The pressure of a crystal is the energy it gains per unit of volume taken away, $P=-\mathrm{d}E/\mathrm{d}V$. It is positive when the crystal pushes outward against its cell and negative when it pulls inward. Here it is the mean of the three stresses on the cell of β-Si₃N₄, calculated with the PBE functional for a static bulk crystal that repeats in all three directions. The cells and atomic positions come from another functional, r2SCAN, and PBE did not relax them further. Seven cells are the r2SCAN cell itself and copies with all edges scaled by the same percentage; the cell at 10.365 Å³/atom has a slightly different shape.

Stresses in β-Si₃N₄ at fixed cells and atomic positions, calculated with Ansatz 0.2.0 using spin-unpolarised PBE, PAW potentials and plane waves. The wave cutoff is 420 eV, the k mesh 6×6×8 for the 14-atom cell, and the Fermi–Dirac smearing width 0.02 eV. Pressure and stress are positive in compression, and z lies along c.

```tsv
volume (Å³/atom)	c/a	shortest distance (Å)	pressure (GPa)	stress xx (GPa)	stress zz (GPa)
9.489	0.3820	1.680	33.34	32.61	34.78
9.786	0.3820	1.697	23.02	22.56	23.95
10.088	0.3820	1.713	13.83	13.58	14.33
10.365	0.3822	1.728	6.43	6.39	6.50
10.397	0.3820	1.729	5.66	5.59	5.81
10.712	0.3820	1.746	-1.57	-1.50	-1.71
11.034	0.3820	1.763	-7.94	-7.75	-8.32
11.361	0.3820	1.780	-13.54	-13.24	-14.12
```

The pressure falls at every step of increasing volume, but it does not fall evenly. Shortening all edges of the r2SCAN cell by 3% raises the pressure by 27.7 GPa, whereas lengthening them by 3% lowers it by only 19.2 GPa. The crystal therefore resists being squeezed more strongly than it resists being stretched. Two questions follow: why it is so stiff at all, and why the stiffness depends on volume.

The shortest Si–N distance answers part of the first question. Over the whole range it takes up 96% of the relative change in edge length. Had the atoms merely followed the cell, the share would be exactly 100%, so they have shifted only a little to spare this bond. These shifts were found with r2SCAN, and the table lists only the shortest distance, but the picture is clear enough: to make the crystal smaller, one must shorten its bonds.

That is not true of every network of tetrahedra. In quartz each oxygen atom links two tetrahedra and acts as a hinge, so the framework can fold while its Si–O bonds keep nearly their length. Bending a hinge costs little energy, and quartz is easily compressed. In β-Si₃N₄ each nitrogen atom ties three silicon atoms together in a nearly flat arrangement, which leaves little room for such folding. For a related material, the first thing to ask is therefore whether its linking atoms can act as hinges.

A lack of hinges is not enough, though. In rock salt, too, every bond must shorten with the cell, yet the crystal is soft, because its long bonds between singly charged ions yield easily. The bonds must also be hard to shorten. Those between silicon and nitrogen are short, strong and partly covalent, and many of them share a small volume.

The second question concerns the bonds themselves. When atoms approach, their electron clouds overlap and repel each other ever more steeply; when they move apart, the net pull that draws them back grows more and more slowly. A bond is thus a spring that hardens when pressed and softens when drawn out. The table shows the consequence for the solid: the bulk modulus, which is the pressure needed per relative loss of volume, falls from about 335 GPa in the most compressed step to about 192 GPa in the most stretched one. Part of this is geometry: even ideal springs are expected to give a modulus that grows by 1 GPa per GPa of pressure, because in a smaller cell the same forces act on a smaller area. The steps of the table give about 3.7. That the steepening repulsion causes the excess is standard bonding theory; the calculation does not separate the repulsion from the other parts of the energy.

A simple model turns this into a formula. Let $V_0$ be the volume at zero pressure, $B$ the bulk modulus there, and measure compression by the strain $f=\tfrac12[(V_0/V)^{2/3}-1]$. If the energy rises as the square of this strain, $E=E_0+\tfrac92 BV_0f^2$ with $E_0$ the lowest energy, then differentiating with respect to volume gives

$$P=\tfrac32 B\left[(V_0/V)^{7/3}-(V_0/V)^{5/3}\right].$$

This is the second-order Birch–Murnaghan equation. The hardening is built into it, because $f$ grows faster and faster as the volume shrinks; at zero pressure the modulus grows by 4 GPa per GPa, a value the form fixes and the fit cannot adjust.

Fitted to the seven cells of equal shape, the equation gives $V_0=10.64$ Å³/atom and $B=233$ GPa. For the smallest cell, which was part of the fit, $V_0/V=10.64/9.489=1.121$. The two powers are then 1.306 and 1.210, and the pressure is $1.5\times233\times0.096\approx34$ GPa, against 33.3 GPa in the table. A modulus that stays constant does much worse and misses the same cell by about 2 GPa, as the output printed after this text shows. The formula lies about 0.1 GPa too high at both ends and slightly too low in between, so it bends a little more than the data. Its success supports the shape of the curve, not the account of the bonds behind it.

The fit also explains why the r2SCAN cell, at 10.397 Å³/atom, is not free of stress. PBE would like a volume 2.3% larger, and a modulus of 233 GPa turns that small mismatch into a pressure of 5 to 6 GPa. The table has 5.66 GPa. This is a disagreement between two functionals about the size of the crystal, in line with the known tendency of PBE to make solids too large, and not a load on the material. In a stiff ceramic, an error of 1% in volume already looks like more than 2 GPa.

The stress is not the same in all directions. Although all edges were scaled alike, the stress along $c$ changes by about 7% more than the stress along $a$ over the whole range. When all edges are shortened by the same percentage, the crystal pushes back harder along $c$. Under a truly uniform pressure it would therefore shorten less along $c$ than along $a$, and $c/a$ would rise; this follows from the balance of forces and was not calculated directly.

The irregular row, 10.365 Å³/atom, fits this picture. Its cell was relaxed with r2SCAN-rVV10, which adds the weak long-range attraction between electron clouds. Its pressure lies within 0.1 GPa of the curve fitted to the other cells, because the mean pressure depends mainly on volume. What stands out is the difference between the stresses along $c$ and $a$: it is 0.11 GPa, where the neighbouring cells lead to about 0.27 GPa.

The likely reason is its shape. Its $c/a$ is slightly larger, so at a given volume the $c$ edge is a little longer and the $a$ edges a little shorter. That relieves the compression along $c$ and adds to it along $a$, which brings the two stresses closer together. The direction of the effect agrees with this. Its size cannot be checked well, since $c/a$ differs from that of the other cells by only 0.0001 to 0.0002, close to the last printed digit, and the atomic positions in this cell also come from the other functional.

The energies of the same runs offer a test that the pressure fit did not use. From the cell at 10.712 Å³/atom to the smallest one, the fit predicts a rise of 1.52 eV per cell of 14 atoms, and the computed energies give 1.50 eV. Towards the largest cell the prediction is about 2% below the computed rise. Pressures and energies thus tell the same story to within 2%. This checks that the calculation and the fit are consistent, not why the crystal is stiff. Both misses point the same way: the slope of the energies gives a pressure lower than the stresses do, on average by 0.1 to 0.2 GPa. Exact agreement is not expected here. The stress equals the slope of the energy only if the atoms follow the cell or feel no force, and these atoms were placed by r2SCAN at each volume and feel PBE forces of up to about 0.06 eV/Å. The finite cutoff may contribute as well; the runs do not separate the two.

The analysis program printed:

```
fit of pressure on 7 rows (c_a < 0.3821): coefficient of 1.5*((s/vol)**(7/3) - (s/vol)**(5/3)) 233 +/- 0.47, s 10.64; rms 0.0782, worst 9.489 0.123, leave-one-out rms 0.133
  rows outside the fit (model, value, miss): 10.365 6.369, 6.43, -0.0612
fit of pressure on 7 rows (c_a < 0.3821): constant 615.3 +/- 26, coefficient of log(vol) -259.6 +/- 11; rms 1.5, worst 9.489 -2.23, leave-one-out rms 2.44
  rows outside the fit (model, value, miss): 10.365 8.19, 6.43, 1.76
Steps from the row above, and model:
     row  mean pressure of step GPa  modulus of step GPa  model pressure GPa  model less computed GPa  stress zz less xx GPa
   9.489                        n/a                  n/a               33.46                   0.1232                   2.17
   9.786                      28.18                334.9               22.97                 -0.04685                   1.39
  10.088                      18.43                302.4               13.74                 -0.08814                   0.75
  10.365                      10.13                273.2               6.369                 -0.06123                   0.11
  10.397                      6.045                249.8               5.578                 -0.08226                   0.22
  10.712                      2.045                242.2              -1.604                 -0.03361                  -0.21
  11.034                     -4.755                215.1              -7.925                  0.01469                  -0.57
  11.361                     -10.74                191.7              -13.44                  0.09774                  -0.88
Pressure rise from r2SCAN cell to 3% shorter edges, GPa: 27.68
Pressure drop from r2SCAN cell to 3% longer edges, GPa: 19.2
Ratio of that rise to that drop: 1.442
Growth of step modulus per GPa of pressure, end to end: 3.677
Zero-pressure volume above r2SCAN volume, percent: 2.313
Share of linear strain taken by shortest Si-N distance: 0.9634
Effective spring per Si-N bond, order of magnitude, N/m: 435
Stress change along c over that along a, whole range: 1.067
Stress zz less xx expected at 10.365 from its fixed-shape neighbours, GPa: 0.2749
Energy rise from row 10.712 to 9.489 predicted from pressures, eV per cell: 1.521
Same rise computed, eV per cell: 1.499
Energy rise from row 10.712 to 11.361 predicted from pressures, eV per cell: 0.4436
Same rise computed, eV per cell: 0.452
```
